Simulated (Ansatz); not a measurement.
# SiH2Cl (SMILES [SiH2]Cl): the vertical ionisation energy, rung by rung

SiH2Cl: 4 atoms, total charge 0, spin state doublet. As SMILES, `[SiH2]Cl`. The coordinates come from a GFN2-xTB relaxation.

Quantity: the vertical ionisation energy (to the singlet cation), in eV. The values are calculated.

```
           level                    kind  program  value (eV)  less FCI/STO-3G  CPU time (all runs)
      UHF/STO-3G            Hartree–Fock   Ansatz        6.62            +0.64               0.32 s
   USVWN5/STO-3G                     LDA   Ansatz        6.53            +0.55                1.4 s
    UBLYP/STO-3G                     GGA   Ansatz        6.51            +0.53                2.4 s
    UPBE0/STO-3G           global hybrid   Ansatz        6.94            +0.96                2.6 s
U-wB97M-V/STO-3G  range-separated hybrid   Ansatz        6.71            +0.73                 26 s
  UB2PLYP/STO-3G           double hybrid   Ansatz        6.59            +0.61                3.1 s
     UMP2/STO-3G     perturbation theory   Ansatz        6.17            +0.19               0.33 s
 UBCCD(T)/STO-3G   coupled cluster or CI   Ansatz        6.00            +0.02               0.58 s
   UCCSDT/STO-3G   coupled cluster or CI   Ansatz        5.98             0.00                0.9 s
      FCI/STO-3G      exact in the basis   Ansatz        5.98             0.00               0.79 s
```

FCI/STO-3G is exact within its basis and frozen core, so for wave-function methods in that basis the difference is their error; functionals converge differently with the basis, so for them it is only a difference. The values span 5.98 to 6.94 eV. All rows use very small basis sets, so even the best lies far from the true value. CPU times are rough (shared hosts, several kinds of processor): they show what a rung costs within a factor of a few.

Correlation lowers the ionisation energy here: UHF lies 0.64 eV above FCI, so the singlet cation gains more correlation energy than the neutral radical. This reverses the usual expectation, since the neutral has one more electron to correlate. The likely cause is the minimal basis. Ionisation empties the mainly silicon-centred radical orbital, giving the cation an extra low-lying valence orbital for pair excitations, while the neutral lacks the polarisation and diffuse functions needed to describe much of its own dynamic correlation.

MP2 recovers most of the shift, and the coupled-cluster treatments nearly all of it, which suggests that neither state has strong multireference character at this geometry. The functionals all lie above FCI but do not follow the amount of exact exchange: PBE0 exceeds both BLYP and UHF. Their order therefore doesn't support a simple exchange-based explanation. Nor do the vertical values give the adiabatic threshold, which should be lower because silyl radicals are pyramidal whereas their cations prefer a planar silicon centre that accepts chlorine lone-pair density.
